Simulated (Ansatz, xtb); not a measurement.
## Two isomers of C5H7NSi

Structure a is `C=C/C=C(/[SiH3])C#N`, a singlet and structure b is `N#C/C=C/C=C/[SiH3]`, a singlet. Both are isolated molecules in the gas phase, relaxed with B3LYP/def2-SVP; the shapes shown needn't be the lowest conformers.

a (Å):

| atom | x (Å) | y (Å) | z (Å) |
| --- | --- | --- | --- |
| C | -1.4341 | -0.7621 | 2.1172 |
| C | -0.6544 | -1.1379 | 1.0874 |
| C | -0.0942 | -0.1956 | 0.1350 |
| C | 0.7012 | -0.5055 | -0.9291 |
| C | 1.0636 | -1.8628 | -1.2014 |
| N | 1.3882 | -2.9477 | -1.4689 |
| Si | 1.3703 | 0.8224 | -2.1026 |
| H | -1.6869 | 0.2891 | 2.2889 |
| H | -1.8426 | -1.4926 | 2.8196 |
| H | -0.4174 | -2.1971 | 0.9401 |
| H | -0.3420 | 0.8595 | 0.2990 |
| H | 0.8938 | 0.5698 | -3.4915 |
| H | 0.8661 | 2.1387 | -1.6194 |
| H | 2.8601 | 0.8110 | -2.0971 |

b (Å):

```xyz
14

C    -0.1099    2.1674    2.4161
C     0.2085    1.5723    1.1597
C    -0.0317    0.2711    0.8707
C     0.2907   -0.3386   -0.4071
C     0.0563   -1.6356   -0.7093
N    -0.3624    2.6693    3.4340
Si    0.4662   -2.4386   -2.3548
H     0.6691    2.2309    0.4152
H    -0.4933   -0.3679    1.6314
H     0.7526    0.3226   -1.1518
H    -0.4078   -2.2571    0.0699
H     1.0854   -1.4223   -3.2531
H     1.4142   -3.5744   -2.1550
H    -0.7717   -2.9801   -2.9896
```

Energies in hartree; the thermal terms are from GFN2-xTB frequencies at re-optimised GFN2-xTB minima (ideal gas, soft modes damped towards free rotors, one conformer each, 298.15 K, 1 atm) and include the zero-point energy:

```
                              a           b
E, CCSD(T)/def2-SVP  −537.476074  −537.474206
    E, MP2/def2-SVP  −537.377808  −537.375405
  E, MP2/def2-TZVPP  −537.951717  −537.948956
  zero-point energy     0.096067     0.095801
       H(298 K) − E     0.106090     0.105861
       G(298 K) − E     0.062058     0.061743
```

Question: Correct the CCSD(T) difference for the basis set by the MP2 change, then work out ΔE, ΔE₀, ΔH and ΔG for a → b in kJ/mol (1 Eh = 2625.50 kJ/mol) and the equilibrium ratio [b]/[a].

Answer: 1. Differences b − a: CCSD(T) +0.001868, MP2 in the small set +0.002403, MP2 in the large set +0.002761 Eh.
2. ΔE = +0.001868 + (+0.002761 − (+0.002403)) = +0.002226 Eh = +5.84 kJ/mol.
3. ΔE₀ = ΔE + ΔZPE = +0.002226 + (−0.000266) Eh = +5.15 kJ/mol.
4. ΔH = ΔE + (−0.000229) Eh = +5.24 kJ/mol.
5. ΔG = ΔE + (−0.000315) Eh = +5.02 kJ/mol, so ΔS = (ΔH − ΔG)/T = +0.8 J/(mol K).
6. kT = 0.9442 mEh, so K = [b]/[a] = exp(−ΔG/kT) = exp(−2.02) ≈ 0.13.

Structure a is favoured at this temperature. An error of 4 kJ/mol in ΔG would change K by a factor of 5. Mirror images and further conformers aren't counted.

As drawn, both hold the same kinds of bond in the same numbers.

Other levels gave ΔE = +7.6 (GFN2-xTB); 0.0 (HF/STO-3G, GFN2-xTB geometries); +3.1 (r2SCAN-D4/def2-SVP, GFN2-xTB geometries); −0.5 (B3LYP/def2-SVP); +1.9 (HF/def2-SVP); +6.3 (MP2/def2-SVP); +4.9 (CCSD(T)/def2-SVP) kJ/mol. The correlated steps freeze 11 core orbitals. Programs: Ansatz 0.2.0, xtb 6.7.1.

The branched isomer a, with silyl and cyano on the same alkene carbon, lies only slightly below the linear b. Both keep a planar, s-trans diene conjugated with the nitrile, so the gap reflects where the substituents sit rather than any loss of conjugation. Silicon is electropositive and pushes σ density onto its carbon, which in a also carries the electron-withdrawing cyano group; this match probably outweighs b's advantage of having two disubstituted double bonds. Strain in a should be small, since the C–Si bond is long and the slim nitrile, not the silyl group, lies cis to the vinyl group.

In the same basis the preference grows from +1.9 kJ/mol with HF to +4.9 with CCSD(T), which suggests that correlation within the more compact a contributes substantially. The thermal terms barely matter, as expected for two open chains of similar stiffness. The ratio describes equilibrium only: interconversion would require substituent migration, for which no barrier was computed.
